# Minimum-energy conical intersection (MECI): conditions and steps

## Premises and conventions

1. The nuclei are clamped at $\mathbf R$, a point in $n$ internal coordinates. The electronic Hamiltonian $\hat H(\mathbf R)$ is real (no spin-orbit coupling, no magnetic field) and smooth in $\mathbf R$.
2. Two states $I$ (lower) and $J$ (upper) of the same spin and the same symmetry label are separated by a finite gap from all other states of that label throughout the region searched.
3. On the seam the vectors $\mathbf g$ and $\mathbf h$ defined below are linearly independent.

We write $S=(E_I+E_J)/2$ for the average energy and $D=E_J-E_I\ge 0$ for the gap. Here $\mathbf g$ is the gradient of the full gap; some programs print half of it. Dot products are Euclidean in the chosen coordinates. Energies are in eV and lengths in Å.

## A smooth two-state matrix

The energies $E_I$ and $E_J$ have a kink where they meet, so they cannot enter a Lagrangian directly. The projector $\hat Q(\mathbf R)$ on the pair is smooth by premise 2. Take the eigenstates $\psi^0=(\psi_I,\psi_J)$ at a reference point $\mathbf R_0$, project them and orthonormalise symmetrically:

$$\phi(\mathbf R)=\hat Q\,\psi^0 M^{-1/2},\qquad M_{ab}=\langle\psi^0_a|\hat Q|\psi^0_b\rangle .$$

In the basis $(\phi_1,\phi_2)$ the Hamiltonian is a smooth real symmetric matrix. The basis spans the exact pair, so the eigenvalues are $E_I$ and $E_J$ and the trace is $2S$:

$$\mathbf H=S\,\mathbf 1+\begin{pmatrix}-\Delta/2 & W\\ W&\Delta/2\end{pmatrix},\qquad E_{J,I}=S\pm\tfrac12 D,\qquad D=\sqrt{\Delta^2+4W^2}.$$

At $\mathbf R_0$ the basis is adiabatic, so $\Delta=D$ and $W=0$ there. The quantities that are often written $E_J-E_I$ and $H_{IJ}$ in the Lagrangian are these smooth functions $\Delta$ and $W$.

**First derivatives at $\mathbf R_0$.** Let $\boldsymbol\tau_{ab}=\langle\phi_a|\nabla\phi_b\rangle$. Orthonormality gives $\langle\nabla\phi_a|\phi_b\rangle=-\boldsymbol\tau_{ab}$, and the $\phi_a$ are eigenstates at $\mathbf R_0$, so

$$\nabla H_{ab}=\langle\psi_a|\nabla\hat H|\psi_b\rangle+(E_a-E_b)\,\boldsymbol\tau_{ab}.$$

Differentiating $\hat Q^2=\hat Q$ and multiplying by $\hat Q$ on both sides gives $\hat Q(\nabla\hat Q)\hat Q=0$, hence $\nabla M=0$ at $\mathbf R_0$, where $M=\mathbf 1$. Since $\langle\psi^0|\phi\rangle=M^{1/2}$, this means $\boldsymbol\tau(\mathbf R_0)=0$. Therefore

$$\mathbf g\equiv\nabla\Delta=\langle\psi_J|\nabla\hat H|\psi_J\rangle-\langle\psi_I|\nabla\hat H|\psi_I\rangle,\qquad \mathbf h\equiv\nabla W=\langle\psi_I|\nabla\hat H|\psi_J\rangle .$$

For $D>0$ the Hellmann-Feynman theorem makes $\mathbf g=\nabla E_J-\nabla E_I$. Differentiating $\hat H\psi_J=E_J\psi_J$ and projecting on $\psi_I$ gives $\mathbf h=D\,\langle\psi_I|\nabla\psi_J\rangle$, the gap times the derivative coupling.

**Rotation of the pair.** On the seam any rotation of the two states is again an eigenbasis. With $\phi_1'=\cos\alpha\,\phi_1+\sin\alpha\,\phi_2$ and $\phi_2'=-\sin\alpha\,\phi_1+\cos\alpha\,\phi_2$, direct multiplication gives

$$\tfrac12\Delta'=\tfrac12\Delta\cos2\alpha-W\sin2\alpha,\qquad W'=\tfrac12\Delta\sin2\alpha+W\cos2\alpha .$$

The pair $(\mathbf g/2,\mathbf h)$ rotates in the same way. If $\alpha$ depends on $\mathbf R$, extra terms $-2W'\nabla\alpha$ and $\Delta'\nabla\alpha$ appear, and both vanish on the seam. So on the seam the plane spanned by $\mathbf g$ and $\mathbf h$ (the branching plane) does not depend on the basis, although the two vectors do.

## Stationarity conditions

$D=0$ requires $\Delta=0$ and $W=0$. One smooth constraint cannot replace the two: $D$ is not differentiable on the seam, and $\nabla D^2=2\Delta\,\mathbf g+8W\mathbf h$ vanishes there, so a multiplier on $D^2$ has nothing to balance $\nabla S$ with.

Let $\mathbf B=[\mathbf g\;\;\mathbf h]$, an $n\times2$ matrix of rank 2 by premise 3. The implicit function theorem makes the seam a smooth manifold of dimension $n-2$. Along a curve $\mathbf R(t)$ in it, $\Delta$ and $W$ stay zero, so $\mathbf g\cdot\dot{\mathbf R}=\mathbf h\cdot\dot{\mathbf R}=0$. These conditions leave $n-2$ directions, so the tangent space is exactly the orthogonal complement of the branching plane. On the seam $E_I=E_J=S$, and stationarity means $\nabla S\cdot\dot{\mathbf R}=0$ for every tangent. A vector orthogonal to the complement of a plane lies in that plane, so numbers $\lambda_1,\lambda_2$ exist with

$$\boxed{\;\nabla S+\lambda_1\mathbf g+\lambda_2\mathbf h=0,\qquad\Delta=0,\qquad W=0\;}$$

These are the conditions $\partial L/\partial\mathbf R=0$ and $\partial L/\partial\lambda_{1,2}=0$ for

$$L=S+\lambda_1\Delta+\lambda_2W .$$

Conversely, the boxed equations put the point on the seam and give $\nabla S\cdot\dot{\mathbf R}=0$. Multiplying the first by $\mathbf B^T$ yields the dimensionless multipliers and the projector on the branching plane:

$$\boldsymbol\lambda=-(\mathbf B^T\mathbf B)^{-1}\mathbf B^T\nabla S,\qquad \mathbf P=\mathbf B(\mathbf B^T\mathbf B)^{-1}\mathbf B^T,\qquad \nabla S+\mathbf B\boldsymbol\lambda=(\mathbf 1-\mathbf P)\nabla S .$$

Away from a solution this $\boldsymbol\lambda$ is the least-squares estimate.

**Minimum or saddle.** Differentiate twice along the curve. The constraints give $\dot{\mathbf R}^T\nabla^2\Delta\,\dot{\mathbf R}+\mathbf g\cdot\ddot{\mathbf R}=0$ and the same for $W$ with $\mathbf h$. In $\ddot S=\dot{\mathbf R}^T\nabla^2S\,\dot{\mathbf R}+\nabla S\cdot\ddot{\mathbf R}$ insert $\nabla S=-\lambda_1\mathbf g-\lambda_2\mathbf h$:

$$\ddot S=\dot{\mathbf R}^T\mathbf A\,\dot{\mathbf R},\qquad\mathbf A=\nabla^2S+\lambda_1\nabla^2\Delta+\lambda_2\nabla^2W .$$

The relevant Hessian is that of $L$; the multiplier terms carry the bending of the seam. With $\mathbf Z$ an orthonormal basis of the tangent space ($\mathbf B^T\mathbf Z=0$), a positive definite $\mathbf Z^T\mathbf A\mathbf Z$ proves a MECI, and a negative eigenvalue marks a saddle or maximum within the seam. The Hessian of $\Delta$ is not that of the gap. Near a reference with $D>0$ one has $D\approx\Delta+2W^2/\Delta$, so $\nabla^2D=\nabla^2\Delta+4\mathbf h\mathbf h^T/D$, which diverges on approach to the seam, while $\nabla^2S$ and $\nabla^2\Delta$ stay finite.

**What the multipliers say.** Use $u=\Delta/2=\rho\cos\varphi$ and $w=W=\rho\sin\varphi$ as coordinates of the branching plane. To first order $S-S^*=-2\lambda_1u-\lambda_2w$, and $E_J-S^*=\rho\,(1-2\lambda_1\cos\varphi-\lambda_2\sin\varphi)$. The smallest value of the bracket is $1-\sqrt{4\lambda_1^2+\lambda_2^2}$. For $4\lambda_1^2+\lambda_2^2<1$ the upper surface rises in all directions of the plane (peaked intersection); above 1 it falls in some (sloped). The pair $(2\lambda_1,\lambda_2)$ rotates like $(\Delta/2,W)$, so the criterion does not depend on the basis.

## Lagrange-Newton step

This is the scheme of Manaa and Yarkony (1993). At the current point $\mathbf R_k$ build the basis with $\mathbf R_0=\mathbf R_k$, so that $\Delta=D$ and $W=0$. Linearise the boxed equations in $\delta\mathbf R$ and $\delta\boldsymbol\lambda$:

$$\nabla S+\mathbf B\boldsymbol\lambda+\mathbf A\,\delta\mathbf R+\mathbf B\,\delta\boldsymbol\lambda=0,\qquad D+\mathbf g\cdot\delta\mathbf R=0,\qquad\mathbf h\cdot\delta\mathbf R=0 .$$

With $\boldsymbol\lambda^+=\boldsymbol\lambda+\delta\boldsymbol\lambda$,

$$\boxed{\;\begin{pmatrix}\mathbf A&\mathbf g&\mathbf h\\ \mathbf g^T&0&0\\ \mathbf h^T&0&0\end{pmatrix}\begin{pmatrix}\delta\mathbf R\\ \lambda_1^+\\ \lambda_2^+\end{pmatrix}=-\begin{pmatrix}\nabla S\\ D\\ 0\end{pmatrix}\;}$$

The last row has a zero right-hand side at every iteration and is still needed: it stops the step from creating the coupling that would reopen the gap.

**Solvability.** Suppose $\mathbf A\mathbf p+\mathbf B\boldsymbol\mu=0$ and $\mathbf B^T\mathbf p=0$. Then $\mathbf p=\mathbf Z\mathbf v$, and multiplying the first equation by $\mathbf Z^T$ gives $\mathbf Z^T\mathbf A\mathbf Z\,\mathbf v=0$. If the reduced Hessian is invertible, $\mathbf v=0$, then $\mathbf B\boldsymbol\mu=0$, and rank 2 gives $\boldsymbol\mu=0$. The bordered matrix is then invertible, whatever $\mathbf A$ does inside the branching plane.

**Explicit solution.** Split $\delta\mathbf R=\mathbf p+\mathbf Z\mathbf v$ with $\mathbf p$ in the branching plane. The row $\mathbf h\cdot\mathbf p=0$ makes $\mathbf p$ parallel to $\mathbf g_\perp=\mathbf g-\mathbf h\,(\mathbf h\cdot\mathbf g)/|\mathbf h|^2$, and $\mathbf g\cdot\mathbf g_\perp=|\mathbf g_\perp|^2$ fixes its length. Multiplying the first row by $\mathbf Z^T$ removes the multipliers:

$$\mathbf p=-D\,\frac{\mathbf g_\perp}{|\mathbf g_\perp|^2},\qquad\mathbf v=-(\mathbf Z^T\mathbf A\mathbf Z)^{-1}\mathbf Z^T(\nabla S+\mathbf A\mathbf p).$$

The first part closes the gap and needs no Hessian. The second relaxes the energy along the seam.

**Convergence.** Replacing $\psi^0$ by a rotated pair rotates $\phi$ by the same constant angle, and a constant rotation of the constraints and multipliers leaves $\mathbf A$ and $\delta\mathbf R$ unchanged. Up to such rotations the basis depends smoothly on $\mathbf R_k$. Every iteration is thus a Newton step on a smooth system with the same root $\mathbf R^*$ and an invertible Jacobian. The distance to the root in $(\mathbf R,\boldsymbol\lambda)$ is squared at each step, up to a bounded factor, provided the multipliers in $\mathbf A$ refer to the current basis. Either rotate $\boldsymbol\lambda^+$ with the states or recompute the least-squares estimate, which is off by a term of first order in $|\mathbf R_k-\mathbf R^*|$.

## Projected gradient

Bearpark, Robb and Schlegel (1994) hand an unconstrained optimiser the vector

$$\boxed{\;\mathbf G=\frac{2D}{\ell}\,\frac{\mathbf g}{|\mathbf g|}+(\mathbf 1-\mathbf P)\nabla E\;}$$

The length $\ell$ makes the units of the two terms agree; it is 1 bohr when the formula is coded in atomic units without it.

**Which energy.** $\nabla E_{J,I}=\nabla S\pm\mathbf g/2$ and $(\mathbf 1-\mathbf P)\mathbf g=0$, so $E_I$, $E_J$ and $S$ give the same second term.

**Zeros.** The first term lies in the branching plane and the second is orthogonal to it, so $|\mathbf G|^2=4D^2/\ell^2+|(\mathbf 1-\mathbf P)\nabla S|^2$. Hence $\mathbf G=0$ if and only if $D=0$ and $(\mathbf 1-\mathbf P)\nabla S=0$. The first is $\Delta=W=0$, and the second is the first boxed stationarity equation with the least-squares multipliers. On the seam the direction of $\mathbf g$ depends on $\alpha$, but $\mathbf g\ne0$ for every $\alpha$ by premise 3, its prefactor is zero and $\mathbf P$ is unique. The zeros are those of the Lagrangian conditions, saddles and maxima of the seam included.

**What differs.** The first term equals $\nabla D^2/(\ell|\mathbf g|)$, a gradient times a position-dependent factor, so $\mathbf G$ is in general the gradient of no function, and no energy is available for a line search. Two results describe steps along $-\mathbf G$ near a solution.

- Along the seam, $(\mathbf 1-\mathbf P)\nabla S=\nabla S+\mathbf B\boldsymbol\lambda(\mathbf R)$ changes by $\mathbf A\,\delta\mathbf R+\mathbf B\,\delta\boldsymbol\lambda$, whose tangent part is $\mathbf Z^T\mathbf A\,\delta\mathbf R$. The same reduced Hessian appears.
- In the plane, the step $-\eta\mathbf G$ gives, to first order, $\Delta=D(1-t)$ and $2W=-D\kappa t$, with $t=2\eta|\mathbf g|/\ell$ and $\kappa=2\,\mathbf g\cdot\mathbf h/|\mathbf g|^2$. The new gap is $D\sqrt{(1-t)^2+\kappa^2t^2}$. It is smallest at $t=1/(1+\kappa^2)$, where it equals $D|\kappa|/\sqrt{1+\kappa^2}$. A step along $\mathbf g$ closes the gap only if $\mathbf g\perp\mathbf h$, whereas $\mathbf p$ always does to this order.

## The linear H-O-H seam of water

At linear H-O-H geometries a $^1\Sigma^+$ state, the lower one at short bonds, crosses a $^1\Pi$ state that is repulsive in one O-H distance. On bending, $\Sigma^+$ and the in-plane $\Pi$ component become the $1\,^1A'$ and $2\,^1A'$ states ($\tilde X$ and $\tilde B$), and the out-of-plane component becomes $1\,^1A''$ ($\tilde A$). Three states are degenerate on the seam, but a triatomic is always planar and $\hat H$ does not mix $A'$ with $A''$. Premise 2 therefore holds within the $A'$ block for motion in a fixed plane.

Use the two bond lengths and the signed bend $z=(1\,\text{Å})\times(\pi-\theta)$, with $\theta$ allowed to pass through $\pi$, so $n=3$. The mirror plane that contains the molecular axis and is perpendicular to the bending plane sends $z\to-z$, leaves $\Sigma^+$ unchanged and reverses the sign of the in-plane $\Pi$ component. So $S$ and $\Delta$ are even in $z$ and $W$ is odd. At $z=0$:

- $W=0$ for all bond lengths, and the seam is the curve $\Delta(r_1,r_2,0)=0$;
- $\nabla S$ and $\mathbf g$ have no $z$ component, $\mathbf h=(0,0,c)$, and so $\mathbf g\perp\mathbf h$ and $\lambda_2=0$;
- with $\lambda_2=0$ the stretch-bend elements of $\mathbf A$ vanish, and the $(z,\lambda_2)$ block has determinant $-c^2$ and zero right-hand side, so $\delta z=0$ and $\lambda_2^+=0$ for any $A_{zz}$.

The MECI is where the stretch gradients of the two states are parallel or antiparallel on the crossing curve.

## Range of validity

- **Rank of $\mathbf B$.** For states of different spin without spin-orbit coupling $W\equiv0$, and one constraint remains. For the $\Pi$ pair itself (Renner-Teller) the splitting starts at second order in the bend, $\mathbf g$ and $\mathbf h$ have no bending component, and none of the formulas applies. Where $c(r_1,r_2)$ passes through zero, premise 3 fails at that point.
- **Third state.** In unconstrained Cartesian coordinates linear water has two bends, and the second couples $\Sigma^+$ to the other $\Pi$ component. Keep the atoms in one plane or on one line, and include all three states in a state average.
- **Real Hamiltonian.** A complex $W$ adds a constraint. Odd-electron molecules with spin-orbit coupling need five constraints, or three in $C_s$ symmetry. Spin-orbit coupling has no first-order matrix element between the singlets of water.
- **Electronic structure.** The method must supply a symmetric two-state matrix, as state-averaged CASSCF and MRCI do; $\mathbf g$ and $\mathbf h$ then include orbital response. Between a Hartree-Fock ground state and CIS states Brillouin's theorem gives $W\equiv0$, so the branching plane collapses to a line. The linear seam of water can still be followed with two gradients alone, because $\lambda_2=0$ by symmetry.
- **Off the seam** $\mathbf h$ is fixed only up to terms $D\nabla\alpha$. For a $\Sigma$-$\Pi$ pair the electronic angular momentum supplies one, of order $D$ per radian if its matrix element is of order $\hbar$. At the starting point below this is $0.225/2.5=0.09$ of $|\mathbf h|$; it changes the length of $\mathbf h$, keeps its direction $z$, and vanishes on the seam.
- **Locality.** The Newton step neglects terms of second order in the step, such as the curvature of the gap, so it needs a trust radius far from the seam. It finds the nearest stationary point, and $\mathbf Z^T\mathbf A\mathbf Z$ must be inspected. $\mathbf P$ and the path along $\mathbf G$ depend on the metric (mass-weighted or not); the zeros do not.

## Numerical illustration

The model is a local quadratic expansion about $r_1=1.05$ Å, $r_2=1.65$ Å, with $x=r_1-1.05$ Å, $y=r_2-1.65$ Å and $\Delta=H_{\Sigma\Sigma}-H_{\Pi\Pi}$ (eV, Å; energy zero at $S$ of the origin):

$$S=1.85x+1.70y+21x^2+2y^2+0.5z^2,$$
$$\Delta=0.225-1.6x+5.6y-6x^2-4y^2-z^2,\qquad W=2.5\,z .$$

The coefficients are round inputs of typical size and are fitted to no calculation. They correspond to force constants of the short bond of 36 eV/Å$^2$ ($\Sigma$) and 48 eV/Å$^2$ ($\Pi$). The digits below test the algebra and predict nothing about water. A mirror-image point exists with $r_1$ and $r_2$ exchanged, outside this expansion.

**First step.** At the origin $\nabla S=(1.85,1.70)$ and $\mathbf g=(-1.6,5.6)$ in the $(x,y)$ plane, so $|\mathbf g|^2=33.92$, $\mathbf g\cdot\nabla S=6.56$ and $\lambda_1=-0.1934$. Then $\mathbf A=\mathrm{diag}(42-12\lambda_1,\;4-8\lambda_1)=\mathrm{diag}(44.32,\,5.547)$ eV/Å$^2$. The unit tangent is $\mathbf Z=(5.6,1.6)/|\mathbf g|$, the projected gradient is $\mathbf Z^T\nabla S=2.246$ eV/Å and $\mathbf Z^T\mathbf A\mathbf Z=41.39$ eV/Å$^2$. The formulas give $\mathbf p=(0.0106,-0.0371)$ Å and $v=-0.0638$ Å. The second step uses $\lambda_1^+$ in $\mathbf A$.

| $k$ | $x$/Å | $y$/Å | $\lambda_1$ | $\Delta$/eV | $S$/eV | distance to MECI/Å |
|---|---|---|---|---|---|---|
| 0 | 0 | 0 | $-0.1934$ | $0.225$ | 0 | $7.1\times10^{-2}$ |
| 1 | $-0.0507$ | $-0.0547$ | $-0.2494$ | $-0.0274$ | $-0.1268$ | $4.7\times10^{-3}$ |
| 2 | $-0.0500$ | $-0.0500$ | $-0.2500$ | $-9.0\times10^{-5}$ | $-0.1200$ | $1.5\times10^{-5}$ |

The first step crosses the seam, because the neglected curvature $-6x^2-4y^2$ is left over as the new $\Delta$, and $\Pi$ becomes the upper state. The table keeps the symmetry labels. A program that orders states by energy exchanges them ($\alpha=90^\circ$), which reverses the signs of $\Delta$, $\mathbf g$ and $\lambda_1$ together.

**The solution.** At $x=y=-0.05$ Å ($r_1=1.00$ Å, $r_2=1.60$ Å) substitution gives $\Delta=0$, $\mathbf g=(-1.0,\,6.0)$ and $\nabla S=(-0.25,\,1.50)$ eV/Å, so $\lambda_1=-0.25$ exactly and $S=-0.120$ eV. With $\mathbf A=\mathrm{diag}(45,6)$ and $\mathbf Z=(6,1)/\sqrt{37}$, the reduced Hessian is $43.95$ eV/Å$^2$, so the point is a minimum of the seam. The Hessian of $S$ alone gives $40.97$ eV/Å$^2$. Using it in the bordered matrix keeps the solution, but each step then multiplies the distance along the seam by $1-43.95/40.97=-0.073$, which is linear convergence. Since $4\lambda_1^2=0.25<1$ the intersection is peaked: along $\mathbf g/|\mathbf g|$, with $|\mathbf g|=6.083$ eV/Å, the slopes are $(\tfrac12-\lambda_1)|\mathbf g|=4.56$ eV/Å for $\Sigma$ and $(-\tfrac12-\lambda_1)|\mathbf g|=-1.52$ eV/Å for $\Pi$.

**Projected gradient on the same model,** with $\ell=1$ Å. At the origin the two terms have lengths $0.45$ and $2.246$ eV/Å. Near the MECI, at linear geometries, $t=1$ needs $\eta=\ell/(2|\mathbf g|)=0.0822$ Å$^2$/eV, while a fixed-step descent along the seam is stable only for $\eta<2/43.95=0.0455$ Å$^2$/eV. The gap-closing value would multiply the distance along the seam by $1-0.0822\times43.95=-2.61$, so the two terms need separate scaling or a quasi-Newton update. For a slightly bent point near the MECI with $W=\Delta/2>0$, the adiabatic basis has $2\alpha=-45^\circ$. With $|\mathbf g|^2/4=9.25$ and $c^2=6.25$ (eV/Å)$^2$ for the symmetry-adapted vectors, the rotation formulas give $|\kappa|=(9.25-6.25)/(9.25+6.25)=0.194$. The best step along the rotated $\mathbf g$ leaves $0.190$ of the gap, and the step $\mathbf p$ removes it to first order.